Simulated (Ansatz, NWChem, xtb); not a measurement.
# SiH4 (silane): the HOMO–LUMO gap, rung by rung

SiH4 has 5 atoms, charge 0, and is taken as a singlet. As SMILES, `[SiH4]`. The coordinates come from a PBE0-D4/def2-TZVP relaxation.

Each level gives the HOMO–LUMO gap (eV). The values are calculated.

```csv
level,kind,program,value (eV)
GFN1-xTB,semi-empirical,xtb,7.40
HF/cc-pVTZ,Hartree–Fock,NWChem,17.40
SVWN5/cc-pVTZ,LDA,Ansatz,8.67
BLYP/cc-pVTZ,GGA,Ansatz,8.86
r2SCAN/cc-pVTZ,meta-GGA,Ansatz,9.64
BHLYP/cc-pVTZ,global hybrid,NWChem,13.18
CAM-B3LYP/cc-pVTZ,range-separated hybrid,Ansatz,13.48
HSE06/cc-pVTZ,range-separated hybrid,Ansatz,10.25
PBE-QIDH/cc-pVTZ,double hybrid,Ansatz,14.87
```

The values span 7.40 to 17.40 eV. Orbital gaps aren't excitation energies, and those of double hybrids come from the SCF part alone; they tend to grow with the share of exact exchange.

The two range-separated hybrids are far apart, with HSE06 at 10.25 eV and CAM-B3LYP at 13.48 eV, so the shared label says little about the gap. HSE06 stays closer to r2SCAN (9.64 eV), while CAM-B3LYP lies beside the global hybrid BHLYP (13.18 eV), probably because HSE06 removes exact exchange at long range, where CAM-B3LYP strengthens it.

The large gap itself reflects silane's saturated bonding. The HOMO is the triply degenerate Si–H bonding set, and there is no lone pair or π system to supply a higher occupied level or a low-lying acceptor. The empty level is Si–H antibonding with diffuse character, and silane does not bind an extra electron in the gas phase. In Hartree–Fock the LUMO therefore probably represents a continuum state confined by the basis, and the 17.40 eV gap would be expected to shrink once diffuse functions are added. The spread thus cannot be read as uncertainty in the Si–H bonding level alone, since the separate HOMO and LUMO shifts are not resolved.
